**Question**

Lead sulfide, PbS, in the rocksalt structure is calculated at nine volumes. The table gives the volume per atom, the shortest Pb–S distance, the band gap, and the least direct gap, in which the electron keeps its wave vector.

Rocksalt PbS, calculated with Ansatz 0.2.0 using r2SCAN with spin-orbit coupling, PAW potentials and a 500 eV plane-wave cutoff. The r2SCAN-relaxed cell is strained hydrostatically by −4 to +4 % in length. The k mesh is 8×8×8 with Fermi–Dirac smearing of width 0.02 eV, and band edges are also sought at k points off the mesh.

```csv
volume (Å³/atom),shortest distance (Å),band gap (eV),least direct gap (eV)
23.584,2.868,0.329,0.334
24.329,2.898,0.185,0.185
25.089,2.927,0.044,0.044
25.865,2.957,0.081,0.081
26.657,2.987,0.196,0.196
27.465,3.017,0.300,0.300
28.288,3.047,0.392,0.392
29.128,3.077,0.473,0.473
29.985,3.107,0.545,0.545
```

(a) Is the gap at the smallest volume the same gap as at the largest, merely reopened?

(b) Why does compression act on the gap in this way? Use the six largest volumes to estimate the gap at the smallest.

(c) Two rows look irregular: 25.089, with its tiny gap, and 23.584, where the two gap columns differ. What is happening in each?

**Model answer**

Near zero pressure the gap is about 0.2 eV, and shortening the Pb–S distance by one per cent takes away about 0.1 eV. In terms of pressure this is roughly 65 meV per GPa. A compression of about one and a half per cent in length is enough to use up the whole gap, and half of the table's range lies on the compressed side.

(a) A printed gap is the distance from the highest filled to the lowest empty level, so it is positive whichever states form the two edges. Suppose that the edges trade places between 25.865 and 25.089 Å³/atom, and count the gap as negative from there on. The nine values then form one smooth curve, which steepens at every step of compression. The separate band edges from the same calculations add a further test, since the gap fixes only their difference and not how each of them runs. Followed through the exchange, both run smoothly, whereas the valence top without an exchange shows a break just there.

The reopened gap is thus an inverted one: the states that formed the valence top now form the conduction edge. Interpolation puts the crossing at about 25.4 Å³/atom and 2.7 GPa.

(b) Both edges lie at the point L of the Brillouin zone, or very near it. For a wave at L, the S atoms on opposite sides of a Pb atom carry opposite signs. Their p orbitals along the line through the Pb atom then both point towards it or both away from it. Such a combination is even under inversion through the Pb atom, as is the Pb s orbital, while a Pb p orbital is odd. The S p and Pb p states therefore cannot mix at L, and nothing prevents their levels from crossing.

Each of them does mix with a filled s shell of its own parity, which lies lower and pushes it up. The S p states are pushed by Pb 6s, the Pb p states by the deeper S 3s. For couplings of similar strength, the push is stronger the closer the two levels lie. The valence edge is therefore expected to rise faster than the conduction edge when the atoms approach. The calculations print no orbital characters, so this assignment rests on the standard picture of the lead salts. The same reasoning fits the known behaviour of PbSe and PbTe, whose gaps also shrink under pressure.

A simple model follows in three steps. The push is the square of the coupling divided by the distance between the levels. The coupling between neighbouring s and p orbitals falls roughly as 1/d², where d is the Pb–S distance. If the distance between the levels is taken as fixed, the gap is a constant minus a term in 1/d⁴. Fitting the two constants to the six largest volumes, all before the crossing, gives

gap ≈ 2.688 − 2.452 × (3 Å/d)⁴ eV.

At the smallest volume d is 2.868 Å, so (3/2.868)⁴ ≈ 1.197 and

gap ≈ 2.688 − 2.452 × 1.197 ≈ −0.25 eV.

This row was not part of the fit. The calculated gap at L is 0.34 eV in size, negative in this counting. Continued past the crossing, the model thus gives an inverted gap, but one about a quarter too small in size.

(c) In row 25.089 the gap is only about twice the smearing width of 0.02 eV. The conduction edge at L is therefore about one quarter occupied, and the valence edge has lost as much. The row is a crystal caught close to the crossing, and its gap is best read as "a few hundredths of an eV". It still lies close to the smooth curve through its neighbours.

In row 23.584 the valence top is still at L, but the lowest conduction state found lies slightly beside it, about 0.01 eV below the level at L. This makes the gap indirect. The least direct gap, 0.334 eV, is found at that same point beside L, where the valence band is already slightly below its top. Theory offers a reason. After the exchange, the upper band at L consists of former valence states, whose energy tends to fall away from L. Beside L the two bands may mix and repel each other, which works against this fall. When the inversion is deep enough, the fall wins close to L and the minimum moves off. Only for this row do the outputs list a point so close beside L. A small shift in the other compressed rows could have been missed, so the table cannot tell at which volume it begins.

**Remarks on the reasoning**

The decisive step is to give the gap a sign, and it needs a test, because a sign chosen by eye can make many curves look smooth. The test is to fit only the rows before the crossing and ask what they imply beyond it. The 1/d⁴ law gives negative gaps for the three most compressed rows, though only barely for row 25.089. An exponential in d with a free decay length, fitted to the same six rows, does so too and comes within about 0.02 eV of all three. The printed output after this text gives both fits.

The shortfall of the 1/d⁴ law is instructive. For a given relative change in volume, the calculated gap responds twice as strongly at the compressed end of the table as at the expanded end. The law allows an increase of only about a third. The coupling may grow faster than 1/d², the distance between the levels may change, or the term taken as constant may itself depend on d; the table cannot separate these. The exponential does better because its decay length is free to take up such effects together, so its constants should not be read as properties of the orbitals.

A careful answer also separates a crossing from a near miss. If the two states mixed a little at L, the gap would pass through a small minimum instead of zero. Such a minimum could not exceed 0.044 eV, the smallest gap in the table, and the even run of the signed gaps speaks for a still smaller one. That it is exactly zero follows from the parity argument, which holds as long as the crystal keeps its inversion centres.

The pressure of the crossing is less certain than its existence. The unstrained crystal, row 26.657, has a gap of 0.196 eV, while the measured low-temperature gap is, as a rough recalled figure, 0.3 eV. Lattice vibrations are absent from the calculation, and functionals of this kind are known to give gaps that are too small in the lead salts. If every signed gap were 0.1 eV larger, the crossing would move from 2.7 to about 4.2 GPa.

That shift matters because real PbS leaves the rocksalt structure at a few GPa. The three most compressed rows describe a crystal held in rocksalt by the calculation, at pressures where another structure is probably more stable. These data therefore leave open whether PbS can invert its gap before it changes structure. An answer would need a more accurate gap near the crossing and the enthalpies of the competing structures.

Numerical output:

```
Signed gap at L and changes from the row above, in eV unless named:
     row  signed gap  change  change per ln V  meV per GPa  printed valence top  edge A followed  edge B followed
  23.584     -0.3398     n/a              n/a          n/a                  n/a              n/a              n/a
  24.329      -0.185  0.1548            4.979       -58.73              -0.4501          -0.6049          -0.4501
  25.089      -0.044   0.141            4.584       -62.28              -0.4336          -0.5746          -0.4336
  25.865       0.081   0.125            4.104       -65.47              -0.4985          -0.5425          -0.4175
  26.657       0.196   0.115            3.813       -65.02              -0.5195          -0.5195          -0.4045
  27.465         0.3   0.104            3.483       -66.87              -0.4944          -0.4944          -0.3904
  28.288       0.392   0.092            3.116       -68.28              -0.4698          -0.4698          -0.3778
  29.128       0.473   0.081            2.768       -69.77              -0.4462          -0.4462          -0.3652
  29.985       0.545   0.072            2.483       -72.39              -0.4237          -0.4237          -0.3517
fit of sg on 6 rows (vol > 25.5): constant 2.688 +/- 0.059, coefficient of (3/d)**4 -2.452 +/- 0.062; rms 0.00798, worst 29.985 0.0108, leave-one-out rms 0.0143
  rows outside the fit (model, value, miss): 23.584 -0.2488, -0.3398, 0.091; 24.329 -0.1295, -0.185, 0.0555; 25.089 -0.01631, -0.044, 0.0277
fit of sg on 6 rows (vol > 25.5): constant 1.123 +/- 0.0012, coefficient of exp((3 - d)/s) -0.8809 +/- 0.0014, s 0.2531; rms 0.000425, worst 26.657 0.000756, leave-one-out rms 0.00105
  rows outside the fit (model, value, miss): 23.584 -0.3622, -0.3398, -0.0224; 24.329 -0.1968, -0.185, -0.0118; 25.089 -0.04992, -0.044, -0.00592
Volume at the crossing, interpolated (Å³/atom): 25.36
Pressure at the crossing, interpolated (GPa): 2.668
Volume at zero pressure, interpolated (Å³/atom): 26.51
Volume reduction from zero pressure to the crossing (%): 4.315
Pressure at the crossing with all signed gaps 0.1 eV larger (GPa): 4.239
Occupation of the conduction edge at L in the row of smallest gap: 0.2497
Smallest volume, conduction minimum below the L level (eV): 0.01084
Smallest volume, distance of that minimum from L (% of Gamma-L): 3.376
```
